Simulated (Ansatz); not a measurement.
# Ligand exchange: GeH3Br + Sn(CH3)(SH) → GeH3(SH) + Sn(CH3)Br

Species: GeH3Br `[GeH3][Br]`, singlet; Sn(CH3)(SH), singlet; GeH3(SH), singlet; Sn(CH3)Br, singlet. The partners trade Br for SH: Ge–Br and Sn–SH bonds give way to Ge–SH and Sn–Br.

Shapes, held fixed at every level: PBE0-D4/def2-TZVP. Flexible molecules stand in one conformer, not always the lowest. Programs: Ansatz 0.2.0. The zero-point and thermal change to 298 K, harmonic and unscaled (PBE0-D4/def2-TZVP), is -0.3 kJ/mol.

```json
{"level": "HF/def2-TZVPP", "kind": "Hartree–Fock", "ΔH(298 K) (kJ/mol)": "-14.5", "less CCSD(T)/def2-TZVPP": "-7.0", "CPU time (sum over the molecules)": "–"}
{"level": "SPW92/def2-TZVPP", "kind": "LDA", "ΔH(298 K) (kJ/mol)": "-6.3", "less CCSD(T)/def2-TZVPP": "+1.2", "CPU time (sum over the molecules)": "6.3 s"}
{"level": "B3LYP-D4/def2-TZVPP", "kind": "global hybrid", "ΔH(298 K) (kJ/mol)": "-9.6", "less CCSD(T)/def2-TZVPP": "-2.1", "CPU time (sum over the molecules)": "21 s"}
{"level": "BHLYP-D4/def2-TZVPP", "kind": "global hybrid", "ΔH(298 K) (kJ/mol)": "-11.6", "less CCSD(T)/def2-TZVPP": "-4.1", "CPU time (sum over the molecules)": "14 s"}
{"level": "r2SCAN0-D4/def2-TZVPP", "kind": "global hybrid", "ΔH(298 K) (kJ/mol)": "-9.9", "less CCSD(T)/def2-TZVPP": "-2.4", "CPU time (sum over the molecules)": "24 s"}
{"level": "MP2/def2-TZVPP", "kind": "perturbation theory", "ΔH(298 K) (kJ/mol)": "-7.4", "less CCSD(T)/def2-TZVPP": "+0.1", "CPU time (sum over the molecules)": "–"}
{"level": "CCSD(T)/def2-TZVPP", "kind": "coupled cluster or CI", "ΔH(298 K) (kJ/mol)": "-7.5", "less CCSD(T)/def2-TZVPP": "0.0", "CPU time (sum over the molecules)": "2.5 min"}
```

The highest level, CCSD(T)/def2-TZVPP, gives ΔH(298 K) = -7.5 kJ/mol; the levels span -14.5 to -6.3. The column of differences is taken from that level and isn't an error. No measured value is set beside it here. For atoms past krypton def2 sets carry core potentials with scalar relativity. Relativity is left out for Br, Ge unless named. Correlated rows may include outer-core shells of Br, Ge, Sn, which these sets cover unevenly. Times are processor times on shared x86 and Arm servers, and rough.

The exchange is mildly exothermic at every level, so bromide favours the divalent tin centre and thiolate the tetravalent germanium. The likely reason is bond polarity: tin(II) is the more electropositive partner and gains more from the more electronegative bromine, whereas the Ge–S bond keeps a larger covalent share. Donation from sulfur into the empty p orbital of the stannylene should work against this preference, which may help to keep the net effect small.

Hartree–Fock gives the most exothermic value, -14.5 kJ/mol, and correlation removes about half of it. This suggests that mean-field theory overstates the advantage of the more ionic pairing. MP2 already recovers nearly the whole correction, at -7.4 kJ/mol, so higher-order correlation either matters little here or largely cancels between the two sides. Among the density functionals the exothermicity grows with the share of exact exchange, in line with the Hartree–Fock limit, although their other ingredients differ too. The reaction enthalpy fixes only the balance of the four bonds, not the strength of any one of them.
